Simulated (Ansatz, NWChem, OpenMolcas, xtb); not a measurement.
**From F to Br: the dipole moment**

One atom is swapped for its congeners: CHClF2 (difluorochloromethane) `FC(F)Cl`; CHCl2F `FC(Cl)Cl`; CHBrClF (bromochlorofluoromethane) `FC(Cl)Br`. All are singlets with charge 0.

Shapes, held fixed at every level: PBE0-D4/def2-TZVP. Programs: Ansatz 0.2.0, NWChem 7.3.0, OpenMolcas 26.06, xtb 6.7.1. A level may come from different programs for different species; with the same settings they agree closely. Values in D.

(1) How should the dipole moment change along the series?

## Answers

(1) At wB97M-V/def2-TZVPP the dipole moment falls at every step, from 1.41 to 1.20 D. 6 of 7 levels show this order throughout; 6 agree on the largest and the smallest. Measured values: NIST CCCBDB. Relativity is left out for Br unless named.

| level | CHClF2 | CHCl2F | CHBrClF |
| --- | --- | --- | --- |
| GFN0-xTB | 1.80 | 1.60 | 1.75 |
| HF/def2-SVP | 1.74 | 1.56 | 1.50 |
| PBE-D4/def2-TZVPP | 1.31 | 1.16 | 1.12 |
| r2SCAN-D4/def2-TZVPP | 1.37 | 1.23 | 1.19 |
| PBE0/def2-SVP | 1.45 | 1.33 | 1.27 |
| B3LYP/6-31G* (Cartesian functions) | 1.40 | 1.34 | 1.29 |
| wB97M-V/def2-TZVPP | 1.41 | 1.25 | 1.20 |
| measured | – | 1.29 | – |

Replacing fluorine by chlorine and then bromine lowers the dipole moment at every level except GFN0-xTB, which puts the bromine compound above CHCl2F. In the six levels that agree, the first step is larger than the second, though only barely with B3LYP. This follows the electronegativities, which drop sharply from fluorine to chlorine and only slightly from chlorine to bromine.

The moment is a vector sum, with the hydrogen side positive and the halogen side negative. A heavier halogen draws less charge from carbon, but its longer bond offsets part of that loss. Mutual polarization of the larger, softer halogens probably reduces the total further, so the change is modest and does not scale with electronegativity alone.

In the same basis, Hartree–Fock gives larger moments than PBE0 for all three molecules, probably because missing correlation leaves the bonds too polar. The measured 1.29 D for CHCl2F supports the magnitude given by wB97M-V, 1.25 D, but a single measured value cannot confirm the order.
